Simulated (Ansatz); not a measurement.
A series in volume scale on TiPd

Free energy against uniform scaling of the volume at fixed shape and fractions; periodic cell, basis, potentials, k mesh and filling as listed. The results are calculated, by Ansatz 0.2.0.

The cell before it is scaled or strained (space group Pm-3m, No. 221):
```
TiPd
1.0
      3.1800     0.0000     0.0000
      0.0000     3.1800     0.0000
      0.0000     0.0000     3.1800
Ti Pd
1 1
Direct
  0.50000 0.50000 0.50000
  0.00000 0.00000 0.00000
```

Settings of every row: functional PBEsol; dispersion none; potentials all-electron LAPW; k mesh 9x9x9; k shift 0x0x0; occupations fermi dirac; smearing width 0.1 eV; spin none.

Limits: coarse k mesh, up to 40 meV an atom off.

```csv
row,volume scale,V (Å³/atom),energy above lowest point (meV/atom)
1,0.92,14.792,12.6
2,0.96,15.436,0
3,1,16.079,?
4,1.04,16.722,53
5,1.08,17.365,108.1
```

Question: what energy above lowest point should row 3 give?

Worked fit of energy above lowest point. Take u = (V_r/V)^(2/3) − 1 with V_r = 16.079 Å³ an atom, which is twice the finite (Eulerian) strain; such expansions in the strain, on which the Birch-Murnaghan equation of state is built, carry the rest volume and the bulk modulus. The shown rows have u = 0.05719, 0.02758, -0.0258, -0.05. Least squares give energy above lowest point = 15.36 − 1014.3 × u + 16861 × u² meV/atom; a straight line predicts inner rows, each left out in turn, worse (root mean square 28 against 0.58 meV/atom). The rows lie off it by 0.1, -0.2, 0.2, -0.1. Its lowest point lies at u = 0.0301, or V = 15.38 Å³ an atom, and the curvature there gives the bulk modulus at fixed shape and fractions, B = (4/9)(1 + u)² E″(u)/V = 166 GPa. The withheld row has u = 0, so the fit gives 15.36 − 1014.3 × (0) + 16861 × (0)² = 15.4 meV/atom.

The calculation gave 15.4 meV/atom. The fit meets it to the printed digit.
